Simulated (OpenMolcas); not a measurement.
# Predicting a hybrid from its neighbours: C4H12N+ (tetramethylammonium)

C4H12N+ has 17 atoms, charge +1, and is taken as a singlet. SMILES: `C[N+](C)(C)C`. The coordinates come from a PBE0-D4/def2-TZVP relaxation.

The HOMO–LUMO gap y, in eV, basis 6-31G(d); a is the functional's share of exact exchange. Programs: OpenMolcas 26.06.

| functional | program | a | y (eV) |
| --- | --- | --- | --- |
| revPBE | OpenMolcas | 0 | 10.35 |
| TPSS | OpenMolcas | 0 | 10.80 |
| B3LYP | OpenMolcas | 0.2 | ? |
| PBE0 | OpenMolcas | 0.25 | 12.79 |
| BHLYP | OpenMolcas | 0.5 | 15.23 |

Problem. Fit y = c + s·a to the known rows and predict B3LYP.

Solution. 
1. Means of the 4 rows: a = 0.1875, y = 12.293.
2. Σ(Δa)² = 0.17188, Σ(Δa·Δy) = 1.5931, so the slope is 1.5931/0.17188 = 9.2687.
3. Intercept: 12.293 − (9.2687) × 0.1875 = 10.555. The largest residual of the fit is 0.25.
4. B3LYP: 10.555 + (9.2687) × 0.2 = 12.41 eV.

The run gave 12.29 eV, so the prediction is off by +0.12 eV, within the largest residual. Exact exchange lowers occupied levels and raises empty ones. The rows mix families of semi-local functionals, which the line can't see.

The gap widens with each increase in exact exchange, including the B3LYP value of 12.29 eV. In a semi-local functional, occupied and empty orbitals feel the same local exchange potential. The Fock operator distinguishes them, binding the occupied orbitals more strongly while giving a diffuse empty orbital little exchange stabilisation.

The gap is large throughout because quaternisation ties up the nitrogen lone pair in a C–N bond, leaving a saturated σ framework with no low-lying π* level. The HOMO is therefore probably of C–N and C–H σ character, and the LUMO Rydberg-like. Without diffuse functions, 6-31G(d) confines such an empty orbital and probably pushes it too high, so the absolute gaps are less secure than their ordering. The cation's positive charge lowers both frontier levels and largely cancels in their difference.

The fit supports interpolation for this ion, but its slope is an empirical response to the functional, not a molecular constant. Nor are these orbital gaps optical excitation energies, which also contain the electron–hole interaction.
